Orbital energies of closed-shell ClH4MoN3 (SMILES [NH]=[Mo](=[NH])([NH2])[Cl], point group Cs), computed with Ansatz 0.2.0 in the gas phase with def2-TZVPP and its core potential on Mo, at the PBE0-D4/def2-TZVP geometry. The SPW92 column was run as SVWN5. Index 0 is the HOMO and 1 the LUMO; orbitals are matched between methods by their order in energy.

```tsv
orbital index	B97M-V (eV)	SPW92 (eV)	wB97X-V (eV)	wB97X-V less B97M-V (eV)
-8	-10.91	-10.58	-14.64	-3.72
-7	-9.53	-9.29	-13.03	-3.50
-6	-8.91	-8.77	-12.74	-3.84
-5	-8.84	-8.69	-12.61	-3.77
-4	-7.80	-7.62	-11.27	-3.47
-3	-7.70	-7.48	-11.16	-3.46
-2	-7.44	-7.32	-10.92	-3.48
-1	-6.92	-6.71	-10.19	-3.28
0	-6.72	-6.60	-9.98	-3.26
1	-2.26	-2.56	0.46	2.72
2	-2.04	-2.36	0.76	2.80
3	-1.48	-1.81	1.25	2.73
4	-1.08	-1.38	1.55	2.63
```

Three sizes are worth keeping from this table. Full long-range exact exchange moves each listed orbital energy by about 3 eV, filled levels down and empty levels up, so the HOMO–LUMO gap opens by about 6 eV, from 4.46 eV in B97M-V to 10.44 eV in wB97X-V. The two functionals without exact exchange, the LDA (the SPW92 column, gap 4.04 eV) and the meta-GGA B97M-V, agree within a third of an eV in every row. And the nine filled levels differ in their shift by only about half an eV. The last column is the wB97X-V energy less the B97M-V energy of the orbital with the same position in the energy order, and it is called the shift below; differences are good to about 0.01 eV. All columns share one geometry, so no part of the shift comes from moving atoms. The LDA run in fact used the SVWN5 form, a fit to the same electron-gas data as SPW92, which does not matter at this scale.

Rows 0 and 1 carry the main effect. The HOMO falls by 3.26 eV to $-9.98$ eV, the LUMO rises by 2.72 eV to $+0.46$ eV, and the middle of the gap moves only from $-4.49$ to $-4.76$ eV. The functional pulls the two sets of levels apart about a nearly fixed centre. The molecule is formally Mo(VI) with an empty 4d shell, so by formal count the filled levels are ligand-based and the lowest empty ones mainly metal d, although the Mo–N bonds are covalent and both sets are shared between metal and ligands. The closed shell was imposed, and a vanishing total spin is therefore no test of it, although a gap of 4 eV or more in each method makes a singlet plausible.

The opposite signs follow from the way an orbital energy is defined. By Janak's theorem $\varepsilon = \partial E/\partial f$, the slope of the total energy with respect to the occupation $f$ of a spin orbital. The Hartree energy contains the repulsion of the orbital's charge with itself, $\tfrac12 f^2 J$, with $J$ the self-repulsion integral. Exact exchange contains $-\tfrac12 f^2 J$ and cancels it at any $f$. A semilocal functional gives about the right exchange energy for a whole electron, but it assigns each bit of density an exchange energy that depends only on quantities at that point, which one orbital among many changes little, so that its contribution is close to linear in the occupation, $-\tfrac12 f J$. A range-separated hybrid swaps the second form for the first in the part $u(r)$ of the electron repulsion that it treats exactly. With $J_u$ the self-repulsion under $u$, the energy changes by

$$\Delta E(f) = -\tfrac12 f^2 J_u + \tfrac12 f J_u = \tfrac12 J_u\, f(1-f).$$

This vanishes at $f=0$ and $f=1$, but its slope does not: it is $-\tfrac12 J_u$ at $f=1$ and $+\tfrac12 J_u$ at $f=0$. A filled level goes down by half the self-repulsion and an empty one goes up by the same half. In words, a semilocal functional takes off about half of an electron's self-repulsion whether the orbital is filled or not, which is too little for a filled orbital and too much for an empty one, whereas with exact exchange an electron in a filled orbital feels the other $N-1$ electrons and a test electron in an empty orbital feels all $N$. This is how self-interaction error shows in orbital energies. The table shows its signs in all thirteen rows; the mechanism itself is argued from theory.

The size can be estimated with no fitted constant. wB97X-V treats exactly $u(r) = a/r + (1-a)\,\mathrm{erf}(\omega r)/r$, where $a = 0.167$ is the short-range share (the 17 % that defines the functional), $\omega = 0.3$ bohr$^{-1}$ is its range parameter, and the share reaches 100 % at long range. If the orbital density is a Gaussian of root-mean-square radius $R$, the separation of two points drawn from it is distributed as $e^{-pr^2}$ with $p = 3/(4R^2)$. The averages are $\langle 1/r\rangle = 2\sqrt{p/\pi}$ and $\langle \mathrm{erf}(\omega r)/r\rangle = (2/\sqrt{\pi})\sqrt{p\omega^2/(p+\omega^2)}$, so in atomic units

$$|\Delta\varepsilon| = \frac{1}{\sqrt{\pi}}\left[a\sqrt{p} + (1-a)\sqrt{\frac{p\,\omega^2}{p+\omega^2}}\right].$$

For an orbital spread over the ligands, $R$ may be taken as the root-mean-square distance of the three N atoms and Cl from their centroid in the computed geometry, 1.93 Å, or $1.93/0.529 = 3.65$ bohr. Then $p = 3/(4\times 3.65^2) = 0.0563$ and $\sqrt p = 0.237$, so the first term is $0.167\times 0.237 = 0.040$. The second is $0.833\times\sqrt{0.0563\times 0.09/0.1463} = 0.833\times 0.186 = 0.155$. The sum 0.195 divided by $\sqrt\pi = 1.772$ is 0.110 hartree, or 3.0 eV. Relative to the computed shifts this is 8 % too small for the HOMO, 10 % too large for the LUMO and 22 % too small for row $-6$. No row entered the estimate, but the agreement establishes only the scale. The model freezes the orbitals, although the other electrons relax and screen a change of occupation; it takes the semilocal term as exactly linear; it ignores that the functionals also differ in correlation; and $R$ is a choice.

The formula also says why the shifts are so alike. The function $\mathrm{erf}(\omega r)/r$ is flat at short distance, tending to $2\omega/\sqrt\pi$, so the long-range term cannot exceed $(1-a)\,\omega/\sqrt\pi = 0.833\times 0.3/1.772 = 0.141$ hartree, or 3.84 eV, however compact the orbital. The flattening softens the dependence on size without removing it: from $R = 1.5$ to 2.0 Å the model falls from 3.5 to 2.9 eV, about 17 %, where a bare $1/R$ law would fall 25 %. Near-rigidity therefore needs a second ingredient, namely that the valence orbitals of one small molecule are of similar extent. A rigid scissors description, the plain mean of the nine filled rows ($-3.53$ eV) and of the four empty rows ($+2.72$ eV), misses by 0.19 and 0.06 eV root-mean-square. The full range among the filled rows is 0.58 eV, 16 % of their mean.

The model is symmetric and the table is not: the mean filled shift is 1.30 times the mean empty one. Part of this lies in the baseline. B97M-V already places each filled level 0.12 to 0.33 eV below the LDA and each empty one 0.30 to 0.33 eV above it, a small step in the same direction as exact exchange, as is possible for a functional that depends on the kinetic energy density and so acts a little differently on different orbitals. Measured from the LDA, the HOMO and LUMO move by $-3.38$ and $+3.02$ eV and the ratio of means drops to 1.23. The model does not explain the remainder. Larger empty orbitals are an unlikely cause for the lowest empty rows: levels built on Mo 4d, at the centre of the molecule, should be no more spread than filled levels shared among the ligands at its edge, so by size alone they would move at least as much. The cause lies more probably in what the model simplifies or leaves out, the linear semilocal term, relaxation and correlation. Size plausibly shows further up, where the orbitals turn diffuse: indices 5 and 6 of the same calculations rise by 2.38 and 2.50 eV, indices 7 and 8 by only 1.95 and 1.81 eV. Row 4, with the smallest shift of the four listed, may be the start of this decline. A d$^0$ centre has five empty d-type levels, so index 5, at $-0.53$ eV in B97M-V, may still belong to that set.

All four empty levels are positive in wB97X-V, and here the basis matters. A positive LUMO in a functional with full long-range exchange suggests that an extra electron is not bound at this geometry. In that case a basis with diffuse functions, which def2-TZVPP lacks, would offer loosely spread orbitals near zero energy, and both the values and the matching by order could change. Nor is 10.44 eV an optical gap. It approximates the cost of removing an electron and adding one far away, while an excitation regains the attraction of electron and hole. The smaller semilocal gap and the larger hybrid gap estimate different things, and the table measures how far the methods disagree rather than the error of either.

Among the filled levels the shift tends to grow with depth, from $-3.26$ eV at the HOMO to $-3.72$ eV at row $-8$, which suits the rule that a more tightly bound orbital is more compact and repels itself more. A least-squares line of shift against B97M-V energy through all nine filled rows, the rows followed here included, has a slope of 0.11 eV per eV and lowers the root-mean-square misfit only to 0.13 eV. The deeper levels of the same calculations show that depth is not the cause in itself. For the lowest of the four valence s levels, at $-22.73$ eV, the line asks for $-5.16$ eV and the shift is $-3.87$ eV; for Mo 4s it asks for $-10.71$ eV and the shift is $-3.92$ eV. Against B97M-V the shift levels off near $-4$ eV (the lowest Mo 4p level, computed without spin–orbit splitting, reaches $-4.22$ eV).

That plateau sits close to the 3.84 eV ceiling of the long-range term. The full formula has no ceiling, since its short-range term keeps growing and the total is already 4.4 eV at $R = 1.0$ Å, so for an orbital as compact as Mo 4s it overshoots the shift against B97M-V. The plateau also depends on the baseline. Against the LDA the shifts go on growing, to $-5.60$ eV for the same valence s level and $-7.96$ eV for Mo 4s, and a line fitted in the same way to the nine rows against the LDA energy follows the sampled valence levels down to index $-15$ within 0.2 eV before it overshoots for the Mo shells. For Mo 4s, B97M-V alone lies $7.96 - 3.92 = 4.04$ eV below the LDA. A consistent reading is that B97M-V already supplies much of the short-range correction that compact orbitals need, leaving mostly the bounded long-range part to wB97X-V; the numbers allow this and do not prove it. In the 1s cores, and in Cl 2s, whose shift is also far from the plateau, the picture fails against B97M-V altogether: the N 1s levels, matched by type, fall by only 2.11 eV (amido) and 2.29 eV (imido) and Cl 1s rises by 3.88 eV. There the gradient and kinetic-energy terms of the two functionals, acting on very high density, can outweigh the long-range exchange.

Row $-6$ is the irregular one. Its shift of $-3.84$ eV is the largest in the table and row $-5$ follows with $-3.77$ eV, while the neighbours on either side, rows $-7$ and $-4$, move by only $-3.50$ and $-3.47$ eV. The equality of 3.84 with the ceiling of the long-range term is a coincidence of digits and carries no meaning. The bump is some thirty times the precision of a difference, so it is a real feature of the calculation, and two of its possible sources can be checked with the table. The first is again the baseline. B97M-V lowers rows $-6$ and $-5$ relative to the LDA by only 0.14 and 0.15 eV, against 0.24 eV for row $-7$, which sharpens the contrast with that row, although rows $-2$ and 0 are lowered by just 0.12 eV and show no bump. Measured from the LDA, row $-6$ lies 0.15 eV below the fitted line instead of 0.24 eV, so the bump shrinks by about a third and survives. On that baseline row $-7$, which moves too little, misses the line as badly as row $-6$, and row $-8$ becomes regular, with the largest shift of all at $-4.06$ eV.

The second source is the matching by order. Such swaps do occur in this molecule: the near-degenerate N 1s pair of the two imido groups lies above the amido level in B97M-V and the LDA and below it in wB97X-V. Rows $-6$ and $-5$ are only 0.07 to 0.13 eV apart and could well have changed places, but their mean shift of $-3.80$ eV is the same either way. A swap with row $-4$ is unlikely across a spacing of more than 1 eV. A swap with row $-7$ is conceivable, since that spacing closes from 0.62 to 0.29 eV, but the true shifts would then be $-3.21$ and $-4.12$ eV, a larger irregularity. This is general: pairing two lists in sorted order minimises the sum of squared differences, so for a given set of orbitals matching by order can hide part of the overall spread of the shifts and cannot add to it.

What remains must be a difference in orbital character. Counting for NH$^{2-}$, NH$_2^-$ and Cl$^-$ gives sixteen filled valence orbitals, of which four are s-type and three N–H bonding, and the nine listed rows then comprise the amido σ and π donor orbitals, four imido π orbitals and three Cl 3p orbitals. These mix with each other and with Mo 4d in a molecule of only mirror symmetry. A close pair of levels that move together would suit two Mo–N π bonds with a large 4d share, mostly along the short Mo–imido links (1.72 to 1.73 Å, against 1.92 Å to the amido nitrogen), with row $-7$ then a level mainly on chlorine. Size alone, the only variable of the model, need not be the cause of the bump, since against B97M-V a far more compact level such as Mo 4s moves hardly more; the kind of orbital matters as well. This assignment is a guess, which energies alone cannot confirm. So is reading row $-8$ as the amido σ orbital, although its shift resembles those of the levels just below it ($-3.75$ eV at index $-9$, $-3.83$ eV at index $-11$).

For a neighbouring case the signs and the scale should carry over. Another small closed-shell molecule of similar size should show filled levels a few eV lower and compact empty levels a few eV higher under the same change of functional, with bulkier ligands and more spread frontier orbitals giving somewhat less. A smaller $\omega$ lowers the ceiling in proportion, and a global hybrid with a modest fixed share of exact exchange opens the gap far less. The formula should not be followed to large $R$, where it tends to zero. It assumes that both functionals agree on the energies at whole electron numbers and keeps only the exchange of an orbital with itself, whereas in an extended system exchange with the other filled orbitals keeps the gap open.
